**Errors of wave-function methods and AFQMC against FCI for quintet AlH$_2^+$**

The table holds total-energy errors against full CI (cc-pVDZ, frozen core, UHF determinant) from HF through CCSDT(Q) and for phaseless and released AFQMC, for an excited quintet with four spin-up correlated electrons. The program tests a two-level mixing model on the MP2 error, a common lowest-order fraction for MP2 and (T), and an order-of-magnitude scaling of the triples energy with the squared mixing amplitude. Two-level mixing predicts an MP2 error of −4.0 meV where the table has +114.3 meV, while the common fraction gives 0.86 meV for CCSD(T) against 0.74 meV in the runs. CCSDT, CCSDT(Q) and both AFQMC rows agree with FCI within rounding, offsets between runs and noise. A second FCI value, 0.59 meV higher and unexplained, is printed with its effect on the AFQMC comparison.

Total-energy errors against FCI for AlH$_2^+$ (spin multiplicity 5), with the cc-pVDZ basis, frozen cores and a PBE0/def2-TZVP geometry, computed with Ansatz 0.2.0 and AFQMC afq 1 (own program). HF, MP2 and the coupled-cluster levels use a UHF determinant. The prefix ph marks the phaseless constraint, here with a CISD trial, and "released" means that the constraint is let go.

## Script

```python
# Table: errors (meV) of total energies against FCI for AlH2+ (charge +1, quintet, not the lowest spin),
# cc-pVDZ, frozen core, UHF determinant; Ansatz and own AFQMC program. Tested: two-level mixing,
# a common lowest-order fraction for MP2 and (T), rank scaling, and AFQMC errors against noise.
T = {
    'row_level': ['HF', 'MP2', 'CCSD', 'CCSD(T)', 'CCSDT', 'CCSDT(Q)', 'ph-AFQMC/CISD', 'released AFQMC'],
    'row_error': [314.5, 114.3, 2.4, 0.7, 0.0, -0.1, -0.1, 0.0],  # meV
    'row_noise': [0.0, 0.0, 0.0, 0.0, 0.0, 0.0, 0.2, 0.2],  # meV
}
import numpy as np
from math import comb
from scipy import constants as C
lev = T['row_level']
E = dict(zip(lev, T['row_error'])); S = dict(zip(lev, T['row_noise']))
# further outputs of the same runs (eV unless noted), less vetted than the table
fci, fci2, ecorr = -6598.73994, -6598.73935, -0.314504
hfA, mp2A, ccsd, pT = -6598.42544, -0.20024, -0.31209, -0.001671      # CCSD(T) run
hfB, mp2B, ccsdt, pQ = -6598.42553, -0.20021, -0.31447, -5.2147e-06   # CCSDT(Q) run
w, t1, tmax, nocc, nvir = 0.987552, 0.00709634, 0.044499, 4, 19
start, ph, phs, phs16 = -6598.73752, -6598.73999, 0.00017235, 0.00022212
rel = np.array([-6598.73993, -6598.7398, -6598.73988, -6598.73986, -6598.73995])
rels = np.array([0.00026185, 0.00021514, 0.00017228, 0.0002022, 0.00018517])
y, z = 0.90, 1.37 + 0.10                                              # geometry, angstrom
print(f"geometry: Al-H {np.hypot(y, z):.2f} A, H-H {2*y:.2f} A, angle {2*np.degrees(np.arctan2(y, z)):.0f} deg")
tot = [hfA, hfA+mp2A, hfA+ccsd, hfA+ccsd+pT, hfB+ccsdt, hfB+ccsdt+pQ, ph, rel[-1]]
reb = dict(zip(lev, [(x - fci)*1e3 for x in tot]))
print("level | table error | noise | from run outputs (meV) | % of correlation recovered")
for l in lev:
    print(f"{l:15s} {E[l]:7.1f} {S[l]:5.1f} {reb[l]:8.2f} {100*(1-E[l]/E['HF']):7.2f}")
print("rounding: table +-0.05 meV, each run output +-0.005 meV")
kcal = 1e6*C.calorie/C.N_A/C.e
print(f"1 kcal/mol = {kcal:.1f} meV; MP2 error = {E['MP2']/kcal:.1f}, CCSD error = {E['CCSD']/kcal:.3f} kcal/mol")
print(f"same-spin pairs {comb(nocc, 2)}, correlation per pair {E['HF']/comb(nocc, 2):.1f} meV")
c2 = (1 - w)/w
fF = 1 - E['MP2']/E['HF']
print("Model 1: two-level mixing, second order/exact = 1/(1-c^2)")
print(f" c^2=(1-w)/w = {c2:.4f}; singles {100*nocc*t1**2/c2:.1f}% of it (T1 = norm/sqrt N), largest double {100*tmax**2/c2:.0f}%")
print(f" predicted ratio {1/(1-c2):.3f}, MP2/FCI in table {fF:.3f} (MP2 short by {100*(1-fF):.1f}%)")
print(f" predicted MP2 error {-E['HF']*c2/(1-c2):.1f} meV, table {E['MP2']:+.1f} meV")
print(f" mean excitation energy of the mixed-in part |E_CCSD|/c^2 = {-ccsd/c2:.0f} eV")
f2 = mp2A/ccsd
trip = ccsdt - ccsd
f3 = pT/trip
print("Model 2: same lowest-order fraction for doubles and triples")
print(f" MP2/CCSD = {f2:.3f}; CCSD/MP2 = {1/f2:.2f}; CCSD gains {1e3*(mp2A-ccsd):.1f} meV over MP2")
print(f" triples CCSDT-CCSD = {1e3*trip:.2f} meV, (T) = {1e3*pT:.2f} meV, fraction {f3:.2f}")
pred = (1 - f2)*reb['CCSD']
print(f" predicted CCSD(T) error {pred:.2f} meV; outputs {reb['CCSD(T)']:.2f}, table {E['CCSD(T)']:.1f}; misfit {pred-reb['CCSD(T)']:.2f} meV")
quad = ecorr - ccsdt
print("Model 3: size by excitation rank (order of magnitude)")
n = [comb(nocc, k)*comb(nvir, k) for k in range(nocc + 1)]
print(f" determinants of rank 0-4 (all symmetries) {n}, total {sum(n)}; ranks 3+4 {100*(n[3]+n[4])/sum(n):.0f}%")
print(f" energy beyond CCSD {100*(ecorr-ccsd)/ecorr:.2f}% of correlation; triples/CCSD = {trip/ccsd:.4f}")
print(f" estimate c^2*E_CCSD = {1e3*c2*ccsd:.1f} meV against {1e3*trip:.1f} meV, factor {c2*ccsd/trip:.1f}")
print("Small differences between runs")
print(f" UHF of CCSDT(Q) run minus CCSD(T) run {1e3*(hfB-hfA):.2f} meV; MP2 correlation {1e3*(mp2B-mp2A):+.2f} meV")
print(f" on correlation energies: CCSDT-FCI {-1e3*quad:+.3f}, (Q) {1e3*pQ:.3f}, CCSDT(Q)-FCI {1e3*(ccsdt+pQ-ecorr):+.3f} meV")
print("AFQMC")
for l in lev[-2:]:
    print(f" {l}: error/noise {E[l]/S[l]:+.1f}; gap to CCSD(T) {(E['CCSD(T)']-E[l])/S[l]:.1f} noise units")
d0 = start - fci
print(f" start {1e3*d0:.2f} meV above FCI, {1e3*(start-hfA-ccsd):+.2f} meV from CCSD total")
print(f" phaseless removes {100*(start-ph)/d0:.0f} +- {100*phs/d0:.0f}% of that; noise {1e3*phs:.2f}, longest blocks {1e3*phs16:.2f} meV")
print(" release series minus FCI (meV): " + ", ".join(f"{1e3*(a-fci):+.2f}({1e3*b:.2f})" for a, b in zip(rel, rels)))
print(f" largest release deviation {np.max(np.abs(rel-fci)/rels):.2f} noise units")
print(f" second FCI value {1e3*(fci2-fci):+.2f} meV; phaseless against it {1e3*(ph-fci2):+.2f} meV = {(ph-fci2)/phs:.1f} noise units")
assert E['HF'] > E['MP2'] > E['CCSD'] > E['CCSD(T)'] > max(abs(E[l]) for l in lev[4:])
assert all(abs(E[l] - reb[l]) < 0.07 for l in lev)
assert fF < 1 < 1/(1 - c2) and 0.5 < f2 < f3 < 0.8
assert all(abs(E[l]) < 2*S[l] for l in lev[-2:])
```

It prints:

```
geometry: Al-H 1.72 A, H-H 1.80 A, angle 63 deg
level | table error | noise | from run outputs (meV) | % of correlation recovered
HF                314.5   0.0   314.50    0.00
MP2               114.3   0.0   114.26   63.66
CCSD                2.4   0.0     2.41   99.24
CCSD(T)             0.7   0.0     0.74   99.78
CCSDT               0.0   0.0    -0.06  100.00
CCSDT(Q)           -0.1   0.0    -0.07  100.03
ph-AFQMC/CISD      -0.1   0.2    -0.05  100.03
released AFQMC      0.0   0.2    -0.01  100.00
rounding: table +-0.05 meV, each run output +-0.005 meV
1 kcal/mol = 43.4 meV; MP2 error = 2.6, CCSD error = 0.055 kcal/mol
same-spin pairs 6, correlation per pair 52.4 meV
Model 1: two-level mixing, second order/exact = 1/(1-c^2)
 c^2=(1-w)/w = 0.0126; singles 1.6% of it (T1 = norm/sqrt N), largest double 16%
 predicted ratio 1.013, MP2/FCI in table 0.637 (MP2 short by 36.3%)
 predicted MP2 error -4.0 meV, table +114.3 meV
 mean excitation energy of the mixed-in part |E_CCSD|/c^2 = 25 eV
Model 2: same lowest-order fraction for doubles and triples
 MP2/CCSD = 0.642; CCSD/MP2 = 1.56; CCSD gains 111.8 meV over MP2
 triples CCSDT-CCSD = -2.38 meV, (T) = -1.67 meV, fraction 0.70
 predicted CCSD(T) error 0.86 meV; outputs 0.74, table 0.7; misfit 0.12 meV
Model 3: size by excitation rank (order of magnitude)
 determinants of rank 0-4 (all symmetries) [1, 76, 1026, 3876, 3876], total 8855; ranks 3+4 88%
 energy beyond CCSD 0.77% of correlation; triples/CCSD = 0.0076
 estimate c^2*E_CCSD = -3.9 meV against -2.4 meV, factor 1.7
Small differences between runs
 UHF of CCSDT(Q) run minus CCSD(T) run -0.09 meV; MP2 correlation +0.03 meV
 on correlation energies: CCSDT-FCI +0.034, (Q) -0.005, CCSDT(Q)-FCI +0.029 meV
AFQMC
 ph-AFQMC/CISD: error/noise -0.5; gap to CCSD(T) 4.0 noise units
 released AFQMC: error/noise +0.0; gap to CCSD(T) 3.5 noise units
 start 2.42 meV above FCI, +0.01 meV from CCSD total
 phaseless removes 102 +- 7% of that; noise 0.17, longest blocks 0.22 meV
 release series minus FCI (meV): +0.01(0.26), +0.14(0.22), +0.06(0.17), +0.08(0.20), -0.01(0.19)
 largest release deviation 0.65 noise units
 second FCI value +0.59 meV; phaseless against it -0.64 meV = -3.7 noise units
```
